**Relativistic, Breit and QED corrections in lanthanide 6+ ions**

The table holds the Dirac minus non-relativistic Hartree-Fock total energy, two parts of the Breit interaction, the self-energy, the Uehling term and the 1s parts of the QED terms for La6+ to Lu6+, from a B-spline radial atomic code at the basis limit with configuration averages and first-order Breit and QED. The program fits powers of Z, compares pure, hydrogenic Dirac and screened forms, evaluates a parameter-free Uehling average over a Dirac 1s orbital, and tests an energy cycle for the irregular Tb6+ row. The powers run from 3.46 (Gaunt) to 5.19 (frequency dependence), a screened Dirac 1s shape follows the relativistic shift to 0.04 %, and the cycle gives 0.252 hartree against a Tb deviation of 0.214, on the assumption that Tb6+ loses a 4f electron. Breit and QED amount to 4.2 to 3.4 % of the relativistic shift in totals and 183 eV for the Nd 1s level, but about 0.1 eV in the ionisation energies of Nd6+ and Tb6+, where the Dirac step is 1.30 and −4.68 eV.

Lanthanide ions La6+ to Lu6+, computed with B-spline radial code 1 at the basis-set limit: Dirac-Coulomb Hartree-Fock (nl average, Fermi nucleus) and non-relativistic Hartree-Fock (configuration average, point nucleus). Breit and QED terms are first-order values on the Dirac-Coulomb orbitals, summed over all electrons except in the two 1s columns.

## Numerical check

```python
# Table: corrections to the total energy (hartree) of lanthanide 6+ ions, B-spline radial code, Dirac-Coulomb HF against
# non-relativistic HF, first-order Breit and QED. Tested: powers of Z, hydrogenic 1s models, Tb cycle, step sizes per purpose.
T = {
    'ion': ['La6+', 'Ce6+', 'Pr6+', 'Nd6+', 'Pm6+', 'Sm6+', 'Eu6+', 'Gd6+', 'Tb6+', 'Dy6+', 'Ho6+', 'Er6+', 'Tm6+', 'Yb6+', 'Lu6+'],
    'Z': [57, 58, 59, 60, 61, 62, 63, 64, 65, 66, 67, 68, 69, 70, 71],
    'N': [51, 52, 53, 54, 55, 56, 57, 58, 59, 60, 61, 62, 63, 64, 65],
    'configuration': ['[Kr] 4d10 5s2 5p3', '[Kr] 4d10 5s2 5p4', '[Kr] 4d10 4f1 5s2 5p4', '[Kr] 4d10 4f2 5s2 5p4', '[Kr] 4d10 4f3 5s2 5p4', '[Kr] 4d10 4f4 5s2 5p4', '[Kr] 4d10 4f5 5s2 5p4', '[Kr] 4d10 4f6 5s2 5p4', '[Kr] 4d10 4f8 5s2 5p3', '[Kr] 4d10 4f8 5s2 5p4', '[Kr] 4d10 4f9 5s2 5p4', '[Kr] 4d10 4f10 5s2 5p4', '[Kr] 4d10 4f11 5s2 5p4', '[Kr] 4d10 4f12 5s2 5p4', '[Kr] 4d10 4f13 5s2 5p4'],
    'rel': [-272.52, -294.31, -317.28, -341.62, -367.41, -394.7, -423.59, -454.13, -486.18, -520.46, -556.43, -594.32, -634.3, -676.35, -720.64],  # hartree
    'retardation': [-0.8082, -0.8607, -0.9145, -0.9706, -1.029, -1.09, -1.153, -1.219, -1.286, -1.359, -1.433, -1.51, -1.589, -1.672, -1.757],  # hartree
    'Uehling': [-0.774, -0.8368, -0.9037, -0.9752, -1.051, -1.132, -1.219, -1.311, -1.409, -1.513, -1.625, -1.743, -1.869, -2.002, -2.145],  # hartree
    'Breit_frequency_dependence': [-0.08603, -0.09437, -0.1032, -0.1127, -0.1229, -0.1337, -0.1453, -0.1577, -0.1707, -0.185, -0.1999, -0.2158, -0.2326, -0.2505, -0.2694],  # hartree
    'self_energy': [5.331, 5.677, 6.038, 6.417, 6.815, 7.231, 7.667, 8.123, 8.599, 9.1, 9.622, 10.17, 10.74, 11.34, 11.96],  # hartree
    'se_1s': [4.427, 4.702, 4.99, 5.292, 5.606, 5.935, 6.279, 6.637, 7.011, 7.401, 7.807, 8.231, 8.673, 9.133, 9.613],  # hartree
    'vp_1s': [-0.6494, -0.7004, -0.7547, -0.8124, -0.8738, -0.9389, -1.008, -1.082, -1.16, -1.243, -1.331, -1.424, -1.523, -1.627, -1.738],  # hartree
}
import numpy as np
from scipy.constants import alpha as a, physical_constants as pc
from scipy.integrate import quad
from scipy.optimize import minimize_scalar
eV = pc['Hartree energy in eV'][0]; fm = 1e-15/pc['Bohr radius'][0]
ion = T['ion']; Z = np.array(T['Z'], float); g = lambda k: np.array(T[k], float)
rel, ret, ue, fr, se, s1, v1 = map(g, ['rel', 'retardation', 'Uehling', 'Breit_frequency_dependence', 'self_energy', 'se_1s', 'vp_1s'])
# typed from further outputs of the same runs: Gaunt (hartree); ionisation energies (eV); tabulated theory values
ga = np.array([7.7707,8.2577,8.7586,9.2809,9.8250,10.3918,10.9818,11.5957,12.2257,12.8978,13.5876,14.3039,15.0478,15.8198,16.6207])
Id = np.array([88.835,92.969,94.761,96.516,98.240,99.939,101.615,103.272,90.469,119.263,108.163,109.774,111.377,112.976,114.572])
In = np.array([87.929,91.986,93.622,95.218,96.778,98.307,99.807,101.283,95.150,109.524,105.580,106.975,108.353,109.716,111.065])
It = np.array([88,91,97,99,101,103,105,106,108,110,112,114,116,117,117.]); un = np.array([2]*2 + [5]*8 + [6]*5)
br = ga + ret + fr; q = se + ue; dI = Id - In; nd = list(Z).index(60); tb = list(Z).index(65)
gam = lambda z: np.sqrt(1 - (z*a)**2)
K = lambda z: 2*((gam(z) - 1)/a**2 + z**2/2)
U = np.array([-2*(2*a/(3*np.pi))*z*z/gam(z)*quad(lambda t: (z*a/(z*a+t))**(2*gam(z))*(1+0.5/t**2)*np.sqrt(t*t-1)/t**2, 1, np.inf)[0] for z in Z])
lead = 2*a/np.pi*Z**4*a**2
ex = lambda y: np.polyfit(np.log(Z), np.log(abs(y)), 1)[0]
def fit(y, f):
    r = np.log(abs(y/f)); return np.exp(r.mean()), 100*(np.exp(r.mean() - r) - 1)
print('Power of Z (leading theory), growth La to Lu, Tb minus quartic through Ce-Lu, rms of other rows (hartree)')
m = (Z > 57) & (Z != 65); P = {}; D = {}
for n, y, p in [('rel',rel,4),('Gaunt',ga,3),('retardation',ret,3),('frequency',fr,5),('self-energy',se,4),('Uehling',ue,4)]:
    r = y - np.polyval(np.polyfit(Z[m]-65, y[m], 4), Z-65); P[n] = ex(y); D[n] = r[tb]
    print(f'{n:12s} {P[n]:.2f} ({p})  x{y[-1]/y[0]:.2f}  Tb {r[tb]:+.4f}  rms {r[m].std():.4f}')
print('Rounding (hartree): rel 0.005; four-figure columns 0.00005 to 0.0005, self-energy above 10: 0.005')
for n, y, f0, f in [('rel',rel,Z**4,K), ('retardation',ret,Z**3,lambda z: z**3), ('frequency',fr,Z**5,lambda z: z**5)]:
    s = minimize_scalar(lambda s: (fit(y, f(Z-s))[1]**2).sum(), bounds=(-10, 25), method='bounded').x
    print(f'{n}: worst misfit pure power {abs(fit(y,f0)[1]).max():.1f} %, screened form {abs(fit(y,f(Z-s))[1]).max():.2f} % (screening {s:.1f})')
print(f'Bare Dirac K pair: power {ex(K(Z)):.2f}, shape misfit to rel {abs(fit(rel,K(Z))[1]).max():.1f} %, size/rel La {K(Z)[0]/rel[0]:.2f}, Lu {K(Z)[-1]/rel[-1]:.2f}')
print(f'1s vacuum polarisation power: table {ex(v1):.2f}, Dirac point-nucleus Uehling {ex(U):.2f}; 1s self-energy power {ex(s1):.2f}')
print('ion  Breit  SE+Ueh  (both)/|rel|%  1s%ofSE  F(SE)  vp/lead  vp/Dirac | eV: IE shift, nonrel-tab, Dirac-tab, +-')
for i in range(len(Z)):
    print(f'{ion[i]} {br[i]:6.2f} {q[i]:5.2f} {100*(br[i]+q[i])/-rel[i]:4.2f} {100*s1[i]/se[i]:5.1f} {s1[i]/lead[i]:5.3f} '
          f'{v1[i]/(-4/15*lead[i]):5.3f} {v1[i]/U[i]:5.3f} | {dI[i]:+5.2f} {In[i]-It[i]:+6.2f} {Id[i]-It[i]:+6.2f} {un[i]}')
print(f'Gaunt/|retardation| La {-ga[0]/ret[0]:.1f}, Lu {-ga[-1]/ret[-1]:.1f}; frequency/Breit {-100*fr[0]/br[0]:.1f} %, {-100*fr[-1]/br[-1]:.1f} %; Uehling/SE {-100*ue[0]/se[0]:.1f} %, {-100*ue[-1]/se[-1]:.1f} %')
k = m & (Z != 66)   # Tb and Dy left out: their ionisation shifts point to another change of shells
p5 = np.polyval(np.polyfit(Z[k]-65, dI[k], 2), 0); cyc = (p5 - dI[tb])/eV
print(f'Regular rows Ce-Lu, mean deviation from tabulated theory: nonrel {(In-It)[k].mean():+.2f} eV, Dirac {(Id-It)[k].mean():+.2f} eV')
print(f'Rows within tabulated uncertainty: nonrel {(abs(In-It)<=un).sum()}, Dirac {(abs(Id-It)<=un).sum()} of {len(Z)}')
print(f'Tb cycle: 5p shift {p5:+.2f} eV minus Tb shift {dI[tb]:+.2f} eV = {cyc*eV:.2f} eV = {cyc:.3f} hartree; dip in rel {D["rel"]:.3f}')
# further outputs: Nd density at nucleus, radii (fm), Wichmann-Kroll, recoil, corrected IE, orbital shifts (eV)
ns = 2*np.pi/3*60*428231.4*(4.9123*fm)**2; rr = 5.06/((5.1569 + 5.2218)/2)
print(f'Nuclear size, rough: Nd {ns:+.1f} hartree; small Tb radius changes rel by about {ns*ue[tb]/ue[nd]*(rr**2-1):+.2f}')
wk, rec = 0.02765, 0.02438
out = se[nd] - s1[nd] - (2*9.606218 + 2*0.2461988 + 4*0.9844699)/eV
print(f'Nd totals (hartree): rel {rel[nd]:.1f}, Breit {br[nd]:.2f}, QED {q[nd]+wk:.2f}, frequency {fr[nd]:.3f}, Wichmann-Kroll {wk:.3f}, recoil {rec:.3f}')
print(f'Nd self-energy n>2: {out:.3f} hartree = {100*out/se[nd]:.1f} %; 10-30 % of it {0.1*out:.3f}-{0.3*out:.3f} hartree')
print(f'Nd 1s share of vacuum polarisation incl. Wichmann-Kroll {100*v1[nd]/(ue[nd]+wk):.1f} %')
b1 = 122.2966; b5 = (0.1764997 + 2*0.1251983)/3; q5 = (0.00395991 - 0.00067055 + 2*(0.00906357 - 0.00006719))/3
print(f'Nd 1s level (eV): Breit {b1:.1f}, SE {s1[nd]/2*eV:.1f}, VP {v1[nd]/2*eV:.1f}, sum {b1+(s1[nd]+v1[nd])/2*eV:.0f}; mean 5p: Breit {b5:.3f}, QED {q5:.3f}')
cN = 96.45136 - 96.51638; cT = 108 - 17.41031 - 90.46897
print(f'Breit+QED+recoil in ionisation: Nd {cN:+.3f} eV, Tb {cT:+.3f} eV; in the Nd total {(br[nd]+q[nd]+wk+rec)*eV:.0f} eV')
print('Radial subshells with 4f: 12 non-relativistic, 19 Dirac (two components each)')
assert np.all(-rel > br) and np.all(br > q) and np.all(q > -ue) and np.all(-ue > -fr)
assert 3 < P['retardation'] < P['self-energy'] < 4 < P['rel'] < P['Uehling'] < 5 < P['frequency'] < 6
assert 0.6 < D['rel']/cyc < 1.4
assert abs(cN) < 0.1*abs(dI[nd]) and abs(cT) < 0.1*abs(dI[tb])
```

Printed output:

```
Power of Z (leading theory), growth La to Lu, Tb minus quartic through Ce-Lu, rms of other rows (hartree)
rel          4.43 (4)  x2.64  Tb +0.2141  rms 0.0072
Gaunt        3.46 (3)  x2.14  Tb -0.0084  rms 0.0000
retardation  3.53 (3)  x2.17  Tb +0.0017  rms 0.0002
frequency    5.19 (5)  x3.13  Tb +0.0002  rms 0.0000
self-energy  3.68 (4)  x2.24  Tb -0.0014  rms 0.0008
Uehling      4.64 (4)  x2.77  Tb +0.0000  rms 0.0003
Rounding (hartree): rel 0.005; four-figure columns 0.00005 to 0.0005, self-energy above 10: 0.005
rel: worst misfit pure power 4.8 %, screened form 0.04 % (screening 2.7)
retardation: worst misfit pure power 6.4 %, screened form 0.22 % (screening 9.6)
frequency: worst misfit pure power 2.5 %, screened form 0.22 % (screening 2.4)
Bare Dirac K pair: power 4.26, shape misfit to rel 2.0 %, size/rel La 0.57, Lu 0.55
1s vacuum polarisation power: table 4.48, Dirac point-nucleus Uehling 4.55; 1s self-energy power 3.53
ion  Breit  SE+Ueh  (both)/|rel|%  1s%ofSE  F(SE)  vp/lead  vp/Dirac | eV: IE shift, nonrel-tab, Dirac-tab, +-
La6+   6.88  4.56 4.20  83.0 1.695 0.933 0.950 | +0.91  -0.07  +0.83 2
Ce6+   7.30  4.84 4.13  82.8 1.680 0.938 0.949 | +0.98  +0.99  +1.97 2
Pr6+   7.74  5.13 4.06  82.6 1.665 0.944 0.948 | +1.14  -3.38  -2.24 5
Nd6+   8.20  5.44 3.99  82.5 1.651 0.950 0.947 | +1.30  -3.78  -2.48 5
Pm6+   8.67  5.76 3.93  82.3 1.637 0.957 0.946 | +1.46  -4.22  -2.76 5
Sm6+   9.17  6.10 3.87  82.1 1.624 0.963 0.945 | +1.63  -4.69  -3.06 5
Eu6+   9.68  6.45 3.81  81.9 1.611 0.970 0.944 | +1.81  -5.19  -3.39 5
Gd6+  10.22  6.81 3.75  81.7 1.599 0.978 0.944 | +1.99  -4.72  -2.73 5
Tb6+  10.77  7.19 3.69  81.5 1.588 0.985 0.942 | -4.68 -12.85 -17.53 5
Dy6+  11.35  7.59 3.64  81.3 1.577 0.993 0.941 | +9.74  -0.48  +9.26 5
Ho6+  11.95  8.00 3.59  81.1 1.566 1.001 0.940 | +2.58  -6.42  -3.84 6
Er6+  12.58  8.43 3.53  80.9 1.556 1.010 0.939 | +2.80  -7.03  -4.23 6
Tm6+  13.23  8.87 3.48  80.8 1.547 1.018 0.938 | +3.02  -7.65  -4.62 6
Yb6+  13.90  9.34 3.44  80.5 1.538 1.027 0.936 | +3.26  -7.28  -4.02 6
Lu6+  14.59  9.82 3.39  80.4 1.529 1.037 0.935 | +3.51  -5.94  -2.43 6
Gaunt/|retardation| La 9.6, Lu 9.5; frequency/Breit 1.3 %, 1.8 %; Uehling/SE 14.5 %, 17.9 %
Regular rows Ce-Lu, mean deviation from tabulated theory: nonrel -4.94 eV, Dirac -2.82 eV
Rows within tabulated uncertainty: nonrel 9, Dirac 13 of 15
Tb cycle: 5p shift +2.18 eV minus Tb shift -4.68 eV = 6.86 eV = 0.252 hartree; dip in rel 0.214
Nuclear size, rough: Nd +0.5 hartree; small Tb radius changes rel by about -0.03
Nd totals (hartree): rel -341.6, Breit 8.20, QED 5.47, frequency -0.113, Wichmann-Kroll 0.028, recoil 0.024
Nd self-energy n>2: 0.256 hartree = 4.0 %; 10-30 % of it 0.026-0.077 hartree
Nd 1s share of vacuum polarisation incl. Wichmann-Kroll 85.7 %
Nd 1s level (eV): Breit 122.3, SE 72.0, VP -11.1, sum 183; mean 5p: Breit 0.142, QED 0.007
Breit+QED+recoil in ionisation: Nd -0.065 eV, Tb +0.121 eV; in the Nd total 373 eV
Radial subshells with 4f: 12 non-relativistic, 19 Dirac (two components each)
```
